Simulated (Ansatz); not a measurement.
# CH4BFOSi (SMILES O=CB[SiH2]F): the energy, rung by rung

The species is CH4BFOSi (9 atoms), meant as a singlet with charge 0. As SMILES, `O=CB[SiH2]F`. The shape was relaxed beforehand at r2SCAN/def2-SVP. This is one conformer, not always the lowest.

```csv
atom,x (Å),y (Å),z (Å)
O,-0.8102,0.7691,1.7221
C,-0.1446,1.4274,0.9192
B,0.6515,0.1958,0.4816
Si,-0.0657,-1.0093,-0.9472
F,-1.3553,-0.3054,-1.6703
H,-0.2889,2.5208,0.7751
H,1.6470,-0.0757,1.1101
H,0.9738,-1.2418,-1.9969
H,-0.5193,-2.3270,-0.4110
```

Quantity: the dissociation energy of the C2–O1 bond into singlet CH4BFSi and triplet O (shapes relaxed at r2SCAN/def2-SVP, no zero-point term), in eV. The values are calculated.

```json
{"level": "HF/def2-SVP", "kind": "Hartree–Fock", "program": "Ansatz", "value (eV)": "2.07", "less CCSD(T)/def2-SVP": "-2.04", "CPU time (all runs)": "1.6 s"}
{"level": "PBE/def2-SVP", "kind": "GGA", "program": "Ansatz", "value (eV)": "5.03", "less CCSD(T)/def2-SVP": "+0.92", "CPU time (all runs)": "3.6 s"}
{"level": "B3LYP/def2-SVP", "kind": "global hybrid", "program": "Ansatz", "value (eV)": "4.47", "less CCSD(T)/def2-SVP": "+0.36", "CPU time (all runs)": "4.6 s"}
{"level": "wB97M-V/def2-SVP", "kind": "range-separated hybrid", "program": "Ansatz", "value (eV)": "4.47", "less CCSD(T)/def2-SVP": "+0.36", "CPU time (all runs)": "17 s"}
{"level": "MP2/def2-SVP", "kind": "perturbation theory", "program": "Ansatz", "value (eV)": "4.31", "less CCSD(T)/def2-SVP": "+0.20", "CPU time (all runs)": "1.8 s"}
{"level": "CCSD(T)/def2-SVP", "kind": "coupled cluster or CI", "program": "Ansatz", "value (eV)": "4.11", "less CCSD(T)/def2-SVP": "0.00", "CPU time (all runs)": "12 s"}
```

Differences are taken from CCSD(T)/def2-SVP for orientation; it has basis-set and higher-order errors of its own. Correlated wave functions underbind in double-zeta sets. The values span 2.07 to 5.03 eV. Hartree–Fock misses the correlation of the electron pair that is broken and comes out low. A fragment with an even electron count was run as a singlet and may have a lower triplet. Measured bond enthalpies also hold zero-point and thermal terms, a few tenths of an eV less. In so small a basis fixed costs decide the times, and correlated methods can beat functionals. CPU times are rough (shared hosts, several kinds of processor and program).

At 4.11 eV with CCSD(T), removing oxygen costs far less than is usual for a carbonyl C=O bond, although the coordinates show a normal C=O double bond length. Since MP2 and both hybrids also give low values, the cause probably lies in the relaxed fragment rather than in the treatment of correlation. Loss of oxygen leaves a carbene centre beside electron-deficient boron. Donation of the carbon lone pair into the empty boron p orbital, or a 1,2-shift giving a B=C bond, would stabilise the singlet product and lower the reaction energy. The value therefore measures deoxygenation with fragment relaxation, not the intrinsic strength of the C=O bond.

PBE binds most strongly, probably because semilocal exchange favours the multiply bonded molecule over the open-shell oxygen atom. The agreement of B3LYP and wB97M-V at 4.47 eV gives no sign that range separation matters here. The singlet reactant does not correlate with the overall triplet product pair, so reaching it requires a spin change; the energy says nothing about the spin crossing or barrier along the path.
